**The 3p–4s level gap along the 4d M³⁺ ions**

The table holds $3p_{3/2}$ and $4s_{1/2}$ eigenvalues and mean radii of eight 4d ions of charge +3 from all-electron Dirac Kohn-Sham calculations (ld1.x, PBEsol, spherical, spin-unpolarised). The program fits the gap between the two levels with $a+bZ^4$ and with Moseley forms of fixed and free slope, and compares hydrogenic charges derived from energies and from radii. The rms residuals are 2.89, 7.15 and 0.41 eV, and the charge from the 3p radius rises by 0.977 per element against 0.666 from its energy. Further output for Mo³⁺ and Ag³⁺ tests the form $\varepsilon=-Z_r^2/2n^2+C$: the kinetic energy inferred from the radius is 3% too high for 3p and 30 to 35% too high for 4s. Frozen-orbital slopes overshoot those of the table about twofold or more.

All-electron Kohn-Sham calculations with Quantum ESPRESSO 7.5 (ld1.x) for 4d-series ions of charge +3, using the PBEsol functional and the Dirac equation. Densities are spherical and not spin-polarised, and the nucleus is a point charge. Eigenvalues are negative for bound levels.

## Program and output

```python
# Table: 3p3/2 and 4s1/2 Kohn-Sham eigenvalues (eV) and mean radii (bohr) of 4d M3+ ions,
# Quantum ESPRESSO ld1.x, Dirac, PBEsol, spherical, spin-unpolarised.
# Tested: Z^4 (relativity), Moseley screening, inner+outer screening, frozen-orbital slopes.
T = {
    'ion': ['Zr3+', 'Mo3+', 'Tc3+', 'Ru3+', 'Rh3+', 'Pd3+', 'Ag3+', 'Cd3+'],
    'Z': [40, 42, 43, 44, 45, 46, 47, 48],
    'N': [37, 39, 40, 41, 42, 43, 44, 45],
    'configuration': ['[Kr] (4d3/2)1', '[Kr] (4d3/2)3', '[Kr] (4d3/2)4', '[Kr] (4d3/2)4 (4d5/2)1', '[Kr] (4d3/2)4 (4d5/2)2', '[Kr] (4d3/2)4 (4d5/2)3', '[Kr] (4d3/2)4 (4d5/2)4', '[Kr] (4d3/2)4 (4d5/2)5'],
    'eigenvalue_3p32': [-340.53, -405.78, -439.83, -474.96, -511.1, -548.28, -586.5, -625.78],  # eV
    'eigenvalue_4s12': [-81.442, -96.087, -103.4, -110.81, -118.27, -125.82, -133.45, -141.2],  # eV
    'mean_radius_3p32': [0.4656, 0.43406, 0.41982, 0.40649, 0.39396, 0.38218, 0.37108, 0.3606],  # bohr
    'mean_radius_4s12': [1.2023, 1.0969, 1.0519, 1.0106, 0.97286, 0.93805, 0.90581, 0.87584],  # bohr
    'gap': [259.1, 309.7, 336.4, 364.1, 392.8, 422.5, 453.0, 484.6],  # eV
}
import numpy as np
from scipy.constants import physical_constants as pc, alpha
Ha = pc['Hartree energy in eV'][0]
Z = np.array(T['Z'], float); ion = T['ion']
ep, es = np.array(T['eigenvalue_3p32']), np.array(T['eigenvalue_4s12'])
rp, rs = np.array(T['mean_radius_3p32']), np.array(T['mean_radius_4s12'])
g = es - ep
sl = lambda y: np.polyfit(Z, y, 1)[0]
f = lambda a, d=2: ' '.join('%.*f' % (d, x) for x in a)
print('gap rise %.1f eV, ratio %.3f; |e| ratio 3p %.3f, 4s %.3f; r ratio 3p %.3f, 4s %.3f' % (g[-1]-g[0], g[-1]/g[0], ep[-1]/ep[0], es[-1]/es[0], rp[-1]/rp[0], rs[-1]/rs[0]))
loc = np.diff(np.log(g))/np.diff(np.log(Z))
print('global exponent of gap in Z %.2f; local:' % np.polyfit(np.log(Z), np.log(g), 1)[0], f(loc))
print('2nd diff 3p (eV, centred Tc..Ag):', f(np.diff(-ep[1:], 2)), '; hydrogenic n=3 %.2f' % (Ha/9))
print('2nd diff 4s (eV, centred Tc..Ag):', f(np.diff(-es[1:], 2)), '; hydrogenic n=4 %.2f' % (Ha/16))
print('rounding floor: gap 0.01 eV, 2nd diff up to 0.02 eV')
pA = np.polyfit(Z**4, g, 1); rA = np.polyval(pA, Z**4) - g
k = Ha/2*(1/9 - 1/16); q = np.sqrt(g/k)
sig = np.mean(Z - q); rB = k*(Z - sig)**2 - g
pB = np.polyfit(Z, q, 1); rB2 = k*np.polyval(pB, Z)**2 - g
print('A a+bZ^4: a %.1f eV, b %.3e eV; B1 sigma %.2f; B2 q = %.3f Z %+.2f; k %.4f eV' % (pA[1], pA[0], sig, pB[0], pB[1], k))
print('residuals model-table (eV), order', ' '.join(ion))
for n, r in (('A Z^4', rA), ('B1 slope 1', rB), ('B2 free slope', rB2)):
    print(' ', n, f(r), '| rms %.2f, worst %s' % (np.sqrt(np.mean(r**2)), ion[np.argmax(abs(r))]))
Zrp, Zrs = 12.5/rp, 24/rs
Zep, Zes = 3*np.sqrt(-2*ep/Ha), 4*np.sqrt(-2*es/Ha)
Cp = ep/Ha + Zrp**2/18
print('ion  Zr(3p) Ze(3p) Zr(4s) Ze(4s) q(gap) C(3p)/Ha')
for i in range(len(Z)):
    print(ion[i], f([Zrp[i], Zep[i], Zrs[i], Zes[i], q[i], Cp[i]]))
print('slopes per Z: Zr3p %.3f Ze3p %.3f Zr4s %.3f Ze4s %.3f q %.3f C %.2f Ha' % tuple(sl(y) for y in (Zrp, Zep, Zrs, Zes, q, Cp)))
print('exponent of |e| in 1/r: 3p %.2f, 4s %.2f (hydrogenic 2)' % (-np.polyfit(np.log(rp), np.log(-ep), 1)[0], -np.polyfit(np.log(rs), np.log(-es), 1)[0]))
# further output of the same calculation (hartree, bohr), order Mo3+, Ag3+
ix = [ion.index('Mo3+'), ion.index('Ag3+')]
A = np.array
so = (A([15.557, 22.69]) - A([14.912, 21.553]))*Ha
sp, ss = A([0.0011854, 0.0016219]), A([0.00029495, 0.00044846])
ip, i_s = A([3.1748, 3.7205]), A([1.2471, 1.5318])
p1, p3 = A([1.1315, 1.4144]), A([1.0995, 1.362])
d3, d5, F0 = A([0.8223, 1.0716]), A([0.81544, 1.0587]), A([0.65334, 0.82548])
print('--- further output, Mo3+ then Ag3+ ---')
dg = g[ix[1]] - g[ix[0]]
print('3p spin-orbit split (eV)', f(so, 1), '; third', f(so/3, 1), '; change of third %.1f vs gap change %.1f (%.1f%%)' % (np.diff(so)[0]/3, dg, 100*np.diff(so)[0]/3/dg))
print('exponent of split in Z %.2f' % (np.log(so[1]/so[0])/np.log(Z[ix[1]]/Z[ix[0]])))
Tp, Ts = 2*sp/alpha**2, 2*ss/alpha**2
print('T 3p (Ha)', f(Tp, 1), '; Zr^2/18', f(Zrp[ix]**2/18, 1), '; ratio', f(Zrp[ix]**2/18/Tp), '; T/|e|', f(-Tp*Ha/ep[ix]))
print('T 4s (Ha)', f(Ts, 1), '; Zr^2/32', f(Zrs[ix]**2/32, 1), '; ratio', f(Zrs[ix]**2/32/Ts), '; T/|e|', f(-Ts*Ha/es[ix]))
CT, CS = ep[ix]/Ha + Tp, es[ix]/Ha + Ts
print('C=e+T (Ha): 3p', f(CT), 'change %.2f; 4s' % np.diff(CT)[0], f(CS), 'change %.2f' % np.diff(CS)[0])
print('change of C(3p) from radius %.2f Ha; change of T 3p %.2f, 4s %.2f Ha' % (np.diff(Cp[ix])[0], np.diff(Tp)[0], np.diff(Ts)[0]))
Vd = A([3, 4])*d3 + A([0, 4])*d5; Vsp = 2*i_s + 2*p1 + 4*p3
dV = np.diff(Vd + Vsp)[0]
print('sum occ<1/r> (Ha): 4d', f(Vd), '; 4s4p', f(Vsp), '; changes %.2f + %.2f = %.2f (%.0f%% of dC 3p)' % (np.diff(Vd)[0], np.diff(Vsp)[0], dV, 100*dV/np.diff(CT)[0]))
der = lambda y: np.polyval(np.polyder(np.polyfit(Z - 44, y, 3)), Z[ix] - 44)
fp, fs = -(ip - d5)*Ha, -(i_s - F0)*Ha
for n, fr, y in (('3p (least size)', fp, ep), ('4s', fs, es), ('gap', fs - fp, g)):
    print('slope', n, 'eV/Z: frozen', f(fr, 1), '; table', f(der(y), 1), '; table/frozen', f(der(y)/fr))
assert np.all(np.diff(loc) < 0) and loc.max() < 4
assert 0.9 < sl(Zrp) < 1.05 and sl(Zep) < sl(Zrp) and sl(Zes) < sl(Zrs)
assert np.std(rB2) < np.std(rA) and pB[0] < 1
assert np.all(abs(der(ep)) < abs(fp)) and np.all(abs(der(es)) < abs(fs))
```

Printed output:

```
gap rise 225.5 eV, ratio 1.870; |e| ratio 3p 1.838, 4s 1.734; r ratio 3p 0.774, 4s 0.728
global exponent of gap in Z 3.42; local: 3.66 3.52 3.44 3.37 3.31 3.25 3.20
2nd diff 3p (eV, centred Tc..Ag): 1.08 1.01 1.04 1.04 1.06 ; hydrogenic n=3 3.02
2nd diff 4s (eV, centred Tc..Ag): 0.10 0.05 0.09 0.08 0.12 ; hydrogenic n=4 1.70
rounding floor: gap 0.01 eV, 2nd diff up to 0.02 eV
A a+bZ^4: a 55.0 eV, b 8.171e-05 eV; B1 sigma 20.58; B2 q = 0.909 Z -16.54; k 0.6614 eV
residuals model-table (eV), order Zr3+ Mo3+ Tc3+ Ru3+ Rh3+ Pd3+ Ag3+ Cd3+
  A Z^4 5.07 -0.45 -2.10 -2.91 -2.79 -1.63 0.65 4.15 | rms 2.89, worst Zr3+
  B1 slope 1 -9.74 -6.33 -4.07 -1.48 1.48 4.81 8.50 12.57 | rms 7.15, worst Cd3+
  B2 free slope 0.61 -0.17 -0.35 -0.42 -0.36 -0.16 0.18 0.67 | rms 0.41, worst Cd3+
ion  Zr(3p) Ze(3p) Zr(4s) Ze(4s) q(gap) C(3p)/Ha
Zr3+ 26.85 15.01 19.96 9.79 19.79 27.53
Mo3+ 28.80 16.38 21.88 10.63 21.64 31.16
Tc3+ 29.77 17.06 22.82 11.03 22.55 33.09
Ru3+ 30.75 17.73 23.75 11.42 23.46 35.08
Rh3+ 31.73 18.39 24.67 11.79 24.37 37.15
Pd3+ 32.71 19.04 25.58 12.16 25.27 39.28
Ag3+ 33.69 19.70 26.50 12.53 26.17 41.49
Cd3+ 34.66 20.35 27.40 12.89 27.07 43.76
slopes per Z: Zr3p 0.977 Ze3p 0.666 Zr4s 0.928 Ze4s 0.386 q 0.909 C 2.03 Ha
exponent of |e| in 1/r: 3p 2.38, 4s 1.73 (hydrogenic 2)
--- further output, Mo3+ then Ag3+ ---
3p spin-orbit split (eV) 17.6 30.9 ; third 5.9 10.3 ; change of third 4.5 vs gap change 143.4 (3.1%)
exponent of split in Z 5.04
T 3p (Ha) 44.5 60.9 ; Zr^2/18 46.1 63.0 ; ratio 1.03 1.03 ; T/|e| 2.99 2.83
T 4s (Ha) 11.1 16.8 ; Zr^2/32 15.0 21.9 ; ratio 1.35 1.30 ; T/|e| 3.14 3.43
C=e+T (Ha): 3p 29.61 39.36 change 9.75; 4s 7.55 11.94 change 4.39
change of C(3p) from radius 10.32 Ha; change of T 3p 16.39, 4s 5.77 Ha
sum occ<1/r> (Ha): 4d 2.47 8.52 ; 4s4p 9.16 11.34 ; changes 6.05 + 2.19 = 8.24 (84% of dC 3p)
slope 3p (least size) eV/Z: frozen -64.2 -72.4 ; table -33.6 -38.8 ; table/frozen 0.52 0.54
slope 4s eV/Z: frozen -16.2 -19.2 ; table -7.3 -7.7 ; table/frozen 0.45 0.40
slope gap eV/Z: frozen 48.0 53.2 ; table 26.3 31.1 ; table/frozen 0.55 0.58
```
